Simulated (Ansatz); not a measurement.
# NbRu3: the change of pressure and energy less free atoms with volume scale

Periodic Kohn-Sham DFT of a crystal at fixed atoms, scaled to volume_scale times the given cell; pressure positive in compression, energy less spherical unpolarised free atoms, largest_vzz the field gradient of largest size among the nuclei. The results are calculated, by Ansatz 0.2.0.

The cell before it is scaled or strained (space group Pm-3m, No. 221):
```
cell vectors (Å)
   3.8800     0.0000     0.0000
   0.0000     3.8800     0.0000
   0.0000     0.0000     3.8800
atoms (fractions of the cell vectors)
Nb  0.00000  0.00000  0.00000
Ru  0.00000  0.50000  0.50000
Ru  0.50000  0.00000  0.50000
Ru  0.50000  0.50000  0.00000
```

Settings of every row: method all-electron LAPW; functional LDA; relativity scalar; k mesh 9x9x9; filling fermi-dirac; smearing width 0.05 eV; basis error target 1 meV/atom; nucleus gaussian.

Atom start moment: 0 on all atoms.

| row | volume scale | V (Å³/atom) | pressure (GPa) | energy less free atoms (eV/atom) |
| --- | --- | --- | --- | --- |
| 1 | 0.94 | 13.727 | 7.044 | -10.9784 |
| 2 | 0.96 | 14.019 | 0.19 | -10.9849 |
| 3 | 0.98 | 14.311 | ? | ? |
| 4 | 0.99 | 14.457 | -8.737 | -10.9729 |
| 5 | 1 | 14.603 | -11.388 | -10.9637 |
| 6 | 1.01 | 14.749 | -13.892 | -10.9522 |
| 7 | 1.02 | 14.895 | -16.256 | -10.9384 |
| 8 | 1.04 | 15.187 | -20.592 | -10.9048 |
| 9 | 1.06 | 15.479 | -24.448 | -10.8636 |

Question: what pressure and energy less free atoms should row 3 give?

Worked fit of pressure. Take u = (V_r/V)^(2/3) − 1 with V_r = 14.676 Å³ an atom, which is twice the finite (Eulerian) strain; such expansions in the strain, on which the Birch-Murnaghan equation of state is built, carry the rest volume and the bulk modulus. The shown rows have u = 0.04557, 0.031, 0.01007, 0.00333, -0.0033, -0.00983, -0.02256, -0.03489. Least squares give pressure = −12.6578 + 377.529 × u + 1164.52 × u² + 842 × u³ GPa; a parabola predicts inner rows, each left out in turn, worse (root mean square 0.013 against 0.00097 GPa). The rows lie off it by 0.000, 0.000, 0.000, 0.000, -0.001, 0.001, 0.000, 0.000. The pressure vanishes at u = 0.0306, or V = 14.03 Å³ an atom, and there the bulk modulus at fixed shape and fractions is B = −V dP/dV = (2/3)(1 + u) dP/du = 310 GPa. The withheld row has u = 0.01693, so the fit gives −12.6578 + 377.529 × (0.01693) + 1164.52 × (0.01693)² + 842 × (0.01693)³ = -5.928 GPa.

The calculation gave -5.929 GPa. The fit lies 0.001 GPa (0.0032 % of the column's range) above it, one unit of the last digit.

Worked fit of energy less free atoms. Take u = (V_r/V)^(2/3) − 1 with V_r = 14.676 Å³ an atom, which is twice the finite (Eulerian) strain; such expansions in the strain, on which the Birch-Murnaghan equation of state is built, carry the rest volume and the bulk modulus. The shown rows have u = 0.04557, 0.031, 0.01007, 0.00333, -0.0033, -0.00983, -0.02256, -0.03489. Least squares give energy less free atoms = −10.95824 − 1.7388 × u + 28.135 × u² + 6.8 × u³ eV/atom; a parabola predicts inner rows, each left out in turn, worse (root mean square 0.00011 against 3.1e-05 eV/atom). All shown rows lie on it to the printed digit. Its lowest point lies at u = 0.0306, or V = 14.03 Å³ an atom, and the curvature there gives the bulk modulus at fixed shape and fractions, B = (4/9)(1 + u)² E″(u)/V = 310 GPa. The withheld row has u = 0.01693, so the fit gives −10.95824 − 1.7388 × (0.01693) + 28.135 × (0.01693)² + 6.8 × (0.01693)³ = -10.9796 eV/atom.

The calculation gave -10.9796 eV/atom. The fit meets it to the printed digit.
